Bond critical points (QTAIM) of one B–O bond in each molecule, from gas-phase Kohn–Sham DFT single points with PySCF 2.14.0, using the PBE0 functional and the basis set listed in each row. The geometries, and so the bond lengths, are from GFN2-xTB.

| molecule | charge | spin multiplicity | basis | bond length (Å) | density at the critical point (a.u.) | its Laplacian (a.u.) | total energy density there (a.u.) | ellipticity |
| --- | --- | --- | --- | --- | --- | --- | --- | --- |
| [GeH2][O]B[AsH2] | 0 e | 2 | def2-tzvp | 1.274 | 0.248 | 1.551 | -0.194 | 0.055 |
| CB(O)C[NH3+] | 1 e | 1 | def2-tzvp | 1.336 | 0.219 | 1.120 | -0.173 | 0.066 |
| [NH2+]B(O)O | 1 e | 2 | 6-311+g(d,p) | 1.338 | 0.217 | 0.971 | -0.183 | 0.020 |
| COB(O)Br | 0 e | 1 | def2-svpd | 1.343 | 0.214 | 1.133 | -0.149 | 0.007 |
| NB([O])O | 0 e | 2 | def2-tzvp | 1.350 | 0.217 | 0.965 | -0.179 | 0.036 |
| B1OBOBO1 | 0 e | 1 | 6-31+g(d) | 1.360 | 0.205 | 1.057 | -0.137 | 0.078 |
| O=C1O[BH-](F)OC1=O | -1 e | 1 | 6-31+g(d) | 1.509 | 0.142 | 0.538 | -0.093 | 0.103 |

**The main trend**

A B–O bond loses about 2 % of the electron density at its critical point for every 0.01 Å of extra length. From the shortest bond to the longest, the density drops from 0.248 to 0.142 a.u., a loss of more than two fifths, while the length grows by less than one fifth. The critical point is the place on the bond path where the density is lowest along the bond but highest across it. Its density therefore tells how much charge the two atoms keep in common at the thinnest place between them.

The molecules differ in charge, spin, substituents and basis set, so the trend is best read first within one basis. The three def2-TZVP rows lose 12.5 % of the density over 0.076 Å, without a reversal. The two 6-31+G(d) rows, boroxine (`B1OBOBO1`) and the four-coordinate borate anion, lose 31 % over 0.149 Å. Both groups thus show a fall, so mixing basis sets did not create it. The second is steeper, but it also includes a change in the coordination of boron.

**Why the density follows the length**

The position of the critical point holds the key. In boroxine it lies 0.45 Å from boron and 0.91 Å from oxygen, only a third of the way along the bond. Oxygen attracts the valence electrons more strongly and boron has few of its own, so the thinnest place lies at the edge of boron's compact inner shell. Most of the density there belongs to the flank of the oxygen atom and to the bonding electrons drawn towards it.

A simple picture adds two exponential tails, one from each atom:

$$\rho = A\,e^{-a r_\mathrm{B}} + C\,e^{-b r_\mathrm{O}}, \qquad r_\mathrm{B}+r_\mathrm{O}=d.$$

Here $\rho$ is the density, $d$ the bond length, $r_\mathrm{B}$ and $r_\mathrm{O}$ are the distances to the two nuclei, $a$ and $b$ are the decay rates of the tails, and $A$ and $C$ set their heights. At the lowest point along the bond the two slopes balance, $aA\,e^{-a r_\mathrm{B}} = bC\,e^{-b r_\mathrm{O}}$. If the bond is stretched, this balance survives only if both tails fall by the same factor, which requires $a\,\Delta r_\mathrm{B} = b\,\Delta r_\mathrm{O}$. Since the two shifts add up to $\Delta d$, the density at the minimum changes by the factor

$$\exp\!\left(-\frac{ab}{a+b}\,\Delta d\right).$$

The boron core decays much more steeply than the oxygen flank, so $a$ is the larger rate. Most of a stretch then goes into the distance from oxygen, and the critical point stays close to the boron core. In this picture the density falls because the point slides down the oxygen flank. The argument supplies an exponential form, but not a reliable rate, because real atoms rearrange their density when they bond.

The rate was therefore fitted, as a straight line of the logarithm of the density against length, to the six rows with three-coordinate boron. It comes out as $2.1 \pm 0.2$ per Å, and the fitted densities lie within about 2 % of the computed ones. The slope leans heavily on the shortest bond, since the other five lengths span only 0.024 Å. A power law describes the same six rows equally well, so the data support a steep, smooth fall but do not single out the exponential. The printed analysis below gives both fits.

**What sets the length**

Three-coordinate boron has an empty p orbital perpendicular to the plane of its bonds. A neighbouring oxygen can donate lone-pair density into it, which adds some π bonding to the σ bond and shortens it. When boron binds a fourth partner, that orbital is used up and the donation is lost. This is standard bonding theory, and it accounts for the direction of the largest step in the table, from 1.360 Å in boroxine to 1.509 Å in the borate. The oxalate group, which draws electrons away from the same oxygen atoms, probably lengthens the bond further.

Does the fourth partner also thin out the density directly, or does it act mainly through the length? Boroxine and the borate share a basis set, so the question can be put to them. Stretching the boroxine bond by 0.149 Å along the fitted curve gives

$$0.205 \times e^{-2.065 \times 0.149} = 0.205 \times 0.735 \approx 0.151\ \text{a.u.}$$

The computed borate value is 0.142 a.u., about 6 % below this estimate. Boroxine was part of the fit; the borate was not.

The fitted dependence on length, which comes from different molecules and not from stretching a single bond, thus reproduces most of the drop: 0.054 of the 0.063 a.u. between the two molecules. The small remainder may be a direct effect of the fourth partner. It may equally come from carrying a curve fitted below 1.36 Å out to 1.51 Å. One four-coordinate molecule does not decide between the two.

At the other end stands the bond of 1.274 Å in the molecule with germanium and arsenic. Its oxygen is the only strong π donor on boron, but that is not enough to explain the length, because `CB(O)C[NH3+]` also has a single oxygen on boron and a bond of 1.336 Å, although that oxygen also accepts a hydrogen contact from the ammonium group. The short bond stands out by a nearly straight Ge–O–B angle, which would suit strong donation from oxygen, and by an unpaired electron that sits mainly on germanium. Electropositive germanium might be expected to enrich the oxygen in electrons, but the computed Hirshfeld charge of this oxygen is not unusually negative. The cause of the short bond thus stays open. The length itself comes from a tight-binding geometry, and a better geometry could shift it.

**Polar, yet partly covalent**

The Laplacian of the density, the sum of its curvatures in three directions, is positive in every row. In many covalent bonds it is negative, because charge is heaped up between the nuclei. Here the critical point lies where the density rises sharply towards both the boron core and the oxygen atom. In boroxine the upward curvature along the bond is 2.18 a.u., and it outweighs the downward curvature of 1.12 a.u. across it.

The total energy density is nevertheless negative in every row, which means that the attractive potential energy outweighs the kinetic energy at that point. A purely ionic contact between closed shells would typically show a small positive value. The two signs together describe a polar bond with a real covalent share. This character persists from the shortest bond to the longest, including the borate, where the π donation is gone.

The Laplacian falls faster than the density: by 38 % against 12.5 % across the def2-TZVP rows, and by 49 % against 31 % from boroxine to the borate. With fixed decay rates, the two-tail picture would make the curvatures along and across the bond, and so the Laplacian, shrink about as fast as the density. The steeper fall shows where that picture is too rigid. The Laplacian is also a difference between two larger quantities, so a modest change in the shape of the density alters it strongly.

**The irregular rows**

The density has one reversal: 0.214 a.u. at 1.343 Å, but 0.217 a.u. at 1.350 Å. The two values come from different basis sets and differ by little more than 1 %, so the reversal has no chemical meaning that could be read from it. In both molecules boron has two different bonds to oxygen, and the table lists the one to the OH group.

The energy density is less orderly. For the same two bonds it is −0.149 and −0.179 a.u., the longer bond having the more negative value. Divided by the density, it separates the rows cleanly: −0.78 to −0.84 hartree per electron with the two larger basis sets, −0.65 to −0.70 with the two smaller ones. This points to the basis set as a likely cause, since local energies depend on fine details of the density near the boron core. The substituents change along with the basis, however, so the split is not proof. Nor can the basis explain everything: between the def2-TZVP bonds of 1.336 and 1.350 Å the energy density also becomes more negative, from −0.173 to −0.179 a.u., and the Laplacian drops from 1.120 to 0.965 a.u., while the density hardly changes. The substituents or the electronic state must play a part there.

The ellipticity compares the two curvatures across the bond and is zero for a round cross-section. In a carbon–carbon double bond it is a useful sign of π bonding, but here it is highest, at 0.103, in the borate, whose boron has no empty p orbital left. The position of the critical point suggests why. Close to the boron core, the cross-section says little about π density that remains mostly on oxygen.

For a related B–O bond, the first questions are therefore whether boron still has its empty p orbital and how freely oxygen can donate into it. These help to set the length, and the length largely sets the density. Differences of a per cent or two between molecules can carry a chemical message only if the basis set is the same and the bond lengths are reliable to well within 0.01 Å.

Numerical output:

```
fit of log(density) on 6 rows (coord == 3): constant 1.237 +/- 0.27, coefficient of d -2.065 +/- 0.2; rms 0.0111, worst NB([O])O -0.0221, leave-one-out rms 0.0167
  rows outside the fit (model, value, miss): O=C1O[BH-](F)OC1=O -1.878, -1.952, 0.0737
fit of log(density) on 6 rows (coord == 3): constant -0.7367 +/- 0.077, coefficient of log(d) -2.71 +/- 0.27; rms 0.0112, worst NB([O])O -0.0219, leave-one-out rms 0.0178
  rows outside the fit (model, value, miss): O=C1O[BH-](F)OC1=O -1.851, -1.952, 0.1
Model misses and local energies:
                 row  exponential miss %  power-law miss %  potential to kinetic ratio  energy density per electron (hartree)
    [GeH2][O]B[AsH2]              0.1293             0.153                       1.333                                -0.7823
        CB(O)C[NH3+]              -0.235           -0.2863                       1.382                                  -0.79
         [NH2+]B(O)O              0.2696            0.2257                        1.43                                -0.8433
            COB(O)Br              0.6311            0.6088                       1.345                                -0.6963
            NB([O])O              -2.184             -2.17                       1.426                                -0.8249
            B1OBOBO1               1.426             1.507                       1.341                                -0.6683
  O=C1O[BH-](F)OC1=O               7.651             10.57                       1.409                                -0.6549
Density change for 0.01 A of stretch on the exponential curve (%): -2.043
Boroxine to four-coordinate borate, added length (A): 0.149
Boroxine to four-coordinate borate, density change (%): -30.73
Boroxine to four-coordinate borate, decay rate (1/A): 2.464
Boroxine to four-coordinate borate, Laplacian change (%): -49.1
Boroxine density if merely stretched to the borate length (a.u.): 0.1507
Borate density relative to that stretched boroxine (%): -5.783
Shortest to longest def2-TZVP bond, added length (A): 0.076
Shortest to longest def2-TZVP bond, density change (%): -12.5
Shortest to longest def2-TZVP bond, decay rate (1/A): 1.757
Shortest to longest def2-TZVP bond, Laplacian change (%): -37.78
Boroxine, critical point to boron (A): 0.4466
Boroxine, critical point to oxygen (A): 0.9116
Boroxine, summed curvature across the bond (a.u.): -1.123
Boroxine, curvature along the bond (a.u.): 2.18
```
